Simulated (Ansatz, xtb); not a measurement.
# Two isomers of C6H6F3+

We compare a, `FC(F)(F)[C@@H]1[CH+]C=CC1`, a singlet, with b, `FC(F)(F)[C+]1C=CCC1`, a singlet. Both are isolated ions in the gas phase, relaxed with B3LYP/def2-SVP; the shapes shown needn't be the lowest conformers.

a (Å):

```json
{"atom": "C", "x (Å)": "0.5635", "y (Å)": "3.4823", "z (Å)": "1.5777"}
{"atom": "C", "x (Å)": "0.1728", "y (Å)": "2.2597", "z (Å)": "0.7131"}
{"atom": "C", "x (Å)": "-0.7671", "y (Å)": "1.3318", "z (Å)": "1.3887"}
{"atom": "C", "x (Å)": "-0.3305", "y (Å)": "0.0151", "z (Å)": "1.3242"}
{"atom": "C", "x (Å)": "0.9057", "y (Å)": "0.0052", "z (Å)": "0.6750"}
{"atom": "C", "x (Å)": "1.3398", "y (Å)": "1.3559", "z (Å)": "0.2851"}
{"atom": "F", "x (Å)": "1.3816", "y (Å)": "4.2722", "z (Å)": "0.8932"}
{"atom": "F", "x (Å)": "-0.5278", "y (Å)": "4.1609", "z (Å)": "1.9220"}
{"atom": "F", "x (Å)": "1.1859", "y (Å)": "3.0729", "z (Å)": "2.6888"}
{"atom": "H", "x (Å)": "-0.3512", "y (Å)": "2.6902", "z (Å)": "-0.1658"}
{"atom": "H", "x (Å)": "-1.6940", "y (Å)": "1.6653", "z (Å)": "1.8684"}
{"atom": "H", "x (Å)": "-0.8547", "y (Å)": "-0.8557", "z (Å)": "1.7210"}
{"atom": "H", "x (Å)": "1.4949", "y (Å)": "-0.8975", "z (Å)": "0.4766"}
{"atom": "H", "x (Å)": "2.2957", "y (Å)": "1.6017", "z (Å)": "0.7925"}
{"atom": "H", "x (Å)": "1.5909", "y (Å)": "1.4035", "z (Å)": "-0.7927"}
```

b (Å):

```xyz
15

C    -2.0335    0.9949   -0.5164
C    -0.5722    0.6511   -0.2460
C    -0.0990   -0.6179    0.0731
C     1.2828   -0.5195    0.2447
C     1.7678    0.8534    0.0381
C     0.5081    1.6570   -0.2981
F    -2.4209    1.9151    0.3646
F    -2.8050   -0.0776   -0.4072
F    -2.1296    1.4903   -1.7486
H    -0.7041   -1.5203    0.1701
H     1.9349   -1.3616    0.5029
H     2.3080    1.2111    0.9391
H     2.5459    0.8739   -0.7529
H     0.2962    2.4863    0.4057
H     0.5322    2.1435   -1.2936
```

Quicker runs give these differences E(b) − E(a): GFN2-xTB −4.5 kJ/mol; HF/STO-3G +2.7 kJ/mol (at GFN2-xTB geometries); r2SCAN-D4/def2-SVP +0.6 kJ/mol (at GFN2-xTB geometries).

Which of the two would you expect CCSD(T)/def2-SVP + ΔMP2/def2-TZVPP electronic energies to favour?

Structure a; the calculation gives E(b) − E(a) = +9.8 kJ/mol.

Level by level:

```csv
level,geometry,E(b) − E(a) (kJ/mol),departure from the last row (kJ/mol),"job, with rough time for the two"
GFN2-xTB,GFN2-xTB,−4.5,−14.4,"optimisation, 0.21 s"
HF/STO-3G,GFN2-xTB,+2.7,−7.2,"single point, 0.78 s"
r2SCAN-D4/def2-SVP,GFN2-xTB,+0.6,−9.3,"single point, 5.2 s"
B3LYP/def2-SVP,B3LYP/def2-SVP,+0.5,−9.4,"optimisation, 76 s"
HF/def2-SVP,B3LYP/def2-SVP,+13.4,+3.6,part of the CCSD(T) run
MP2/def2-SVP,B3LYP/def2-SVP,+7.2,−2.6,part of the CCSD(T) run
CCSD(T)/def2-SVP,B3LYP/def2-SVP,+8.4,−1.4,single point
CCSD(T)/def2-SVP + ΔMP2/def2-TZVPP,B3LYP/def2-SVP,+9.8,,"single point, 3.2 min"
```

As drawn, both hold the same kinds of bond in the same numbers.

GFN2-xTB puts the two in the other order. r2SCAN-D4/def2-SVP, B3LYP/def2-SVP find them nearly level. The largest departure from CCSD(T)/def2-SVP + ΔMP2/def2-TZVPP is that of GFN2-xTB, 14.4 kJ/mol. The last row adds to CCSD(T) the change of the MP2 difference between the two basis sets, here +1.4 kJ/mol.

With thermal terms from frequencies at re-optimised GFN2-xTB minima (ideal gas, soft modes damped towards free rotors, one conformer each, 298.15 K, 1 atm): on the last row, ΔE + ΔZPE = +7.9, ΔH = +8.6, ΔG = +7.3 kJ/mol.

The correlated steps freeze 9 core orbitals. Mirror images aren't counted in ΔG. Programs: Ansatz 0.2.0, xtb 6.7.1; the last row on 2 threads of Intel(R) Xeon(R) Platinum 8488C (Sapphire Rapids) on a shared host.

The higher-level energies favour a, with CF3 on the saturated ring carbon, but only modestly, and the thermal terms leave that order intact at +7.3 kJ/mol in free energy. Both ions are cyclopentenyl cations whose charge is shared between the two ends of an allyl unit, so the C+ and C=C as drawn are just one resonance form. In b the strongly electron-withdrawing CF3 sits directly on one of those charge-bearing ends, whereas in a a saturated carbon separates it from the π system. An ordinary alkyl group would prefer the cationic terminus, where it can donate by hyperconjugation; CF3 is a much poorer donor.

The gap is probably small because allyl delocalisation lets b carry more charge at the unsubstituted end, while CF3 in a is still close enough to destabilise the cation inductively. Hartree–Fock in the same basis exaggerates the preference relative to CCSD(T), which suggests that electron correlation favours b somewhat. The energy difference doesn't show how readily hydrogen migration would interconvert the ions.
